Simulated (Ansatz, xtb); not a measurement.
## Relative energy of two isomers of CH3FOSi

We compare a, `CO[Si]F`, a singlet, with b, `F[Si@@H]1CO1`, a singlet. Both are isolated molecules in the gas phase, relaxed with B3LYP/6-31G*; the shapes shown needn't be the lowest conformers.

a (Å):

| atom | x (Å) | y (Å) | z (Å) |
| --- | --- | --- | --- |
| C | -1.9478 | 1.3637 | -1.5559 |
| F | -0.1375 | -0.2212 | 0.1925 |
| O | -1.4555 | 0.0902 | -1.9763 |
| Si | -0.4540 | -0.9841 | -1.2191 |
| H | -1.6322 | 2.1199 | -2.2817 |
| H | -1.5725 | 1.6298 | -0.5635 |
| H | -3.0417 | 1.3292 | -1.5367 |

b (Å):

```xyz
7

C    -2.1343    0.8725   -0.5488
F    -1.2888    0.1269   -3.3118
O    -1.3523    1.9864   -1.2265
Si   -0.8861    0.5090   -1.8072
H     0.4954    0.0531   -1.5798
H    -3.1959    0.9176   -0.7938
H    -1.9422    0.8296    0.5237
```

Quicker runs give these differences E(b) − E(a): GFN2-xTB +0.515 eV; HF/STO-3G +1.244 eV (at GFN2-xTB geometries); r2SCAN-D4/def2-SVP +0.689 eV (at GFN2-xTB geometries).

Question: Estimate E(b) − E(a) at the level CCSD(T)/def2-TZVP.

Answer: Calculated at CCSD(T)/def2-TZVP: E(b) − E(a) = +0.666 eV, so structure a lies lower.

The same difference at several levels:

```json
{"level": "GFN2-xTB", "geometry": "GFN2-xTB", "E(b) − E(a) (eV)": "+0.515", "departure from the last row (eV)": "−0.151", "job, with rough time for the two": "optimisation, 0.45 s"}
{"level": "HF/STO-3G", "geometry": "GFN2-xTB", "E(b) − E(a) (eV)": "+1.244", "departure from the last row (eV)": "+0.578", "job, with rough time for the two": "single point, 1.6 s"}
{"level": "r2SCAN-D4/def2-SVP", "geometry": "GFN2-xTB", "E(b) − E(a) (eV)": "+0.689", "departure from the last row (eV)": "+0.023", "job, with rough time for the two": "single point, 9.3 s"}
{"level": "B3LYP/6-31G*", "geometry": "B3LYP/6-31G*", "E(b) − E(a) (eV)": "+0.872", "departure from the last row (eV)": "+0.205", "job, with rough time for the two": "optimisation, 2.6 min"}
{"level": "HF/def2-TZVP", "geometry": "B3LYP/6-31G*", "E(b) − E(a) (eV)": "+0.798", "departure from the last row (eV)": "+0.132", "job, with rough time for the two": "part of the CCSD(T) run"}
{"level": "MP2/def2-TZVP", "geometry": "B3LYP/6-31G*", "E(b) − E(a) (eV)": "+0.544", "departure from the last row (eV)": "−0.122", "job, with rough time for the two": "part of the CCSD(T) run"}
{"level": "CCSD(T)/def2-TZVP", "geometry": "B3LYP/6-31G*", "E(b) − E(a) (eV)": "+0.666", "departure from the last row (eV)": "", "job, with rough time for the two": "single point, 2.9 min"}
```

As drawn, b has 1 C–Si, 1 Si–H in place of 1 C–H. Structure a has no ring, b a 3-membered ring.

None of the levels shown reverses the order. The largest departure from CCSD(T)/def2-TZVP is that of HF/STO-3G, 0.578 eV.

With harmonic frequencies from B3LYP/6-31G* (ideal gas, rigid rotor, one conformer each, 1000 K, 1 atm): the zero-point term adds −0.077 eV; ΔH is +0.591 and ΔG +0.776 eV.

The correlated steps freeze 8 core orbitals. Mirror images aren't counted in ΔG. Programs: Ansatz 0.2.0, xtb 6.7.1; the last row on 1 thread of AMD EPYC (Zen 3) on a shared host.

The divalent silicon compound lies below its tetravalent isomer, even though closing the ring formally inserts silicon into a C–H bond and gains one σ bond overall. Two effects probably outweigh that gain. In the silylene, the lone pair keeps much silicon 3s character, while oxygen and fluorine withdraw σ density and donate π density into the empty 3p orbital. The oxasilirane must instead bend its bonds into a strained three-membered ring, and it gives up a strong C–H bond for weaker Si–C and Si–H bonds.

Zero-point energy favours the ring slightly, as expected when a stiff C–H stretch gives way to a softer Si–H one. At 1000 K entropy works the other way: the open chain keeps soft torsions that the ring lacks, so ΔG exceeds ΔH. Correlation also favours the ring, with MP2 overshooting the shift from Hartree–Fock to CCSD(T). The preference for the silylene is thermodynamic and pairwise, and implies neither resistance to dimerisation or insertion nor the lowest energy among all isomers.
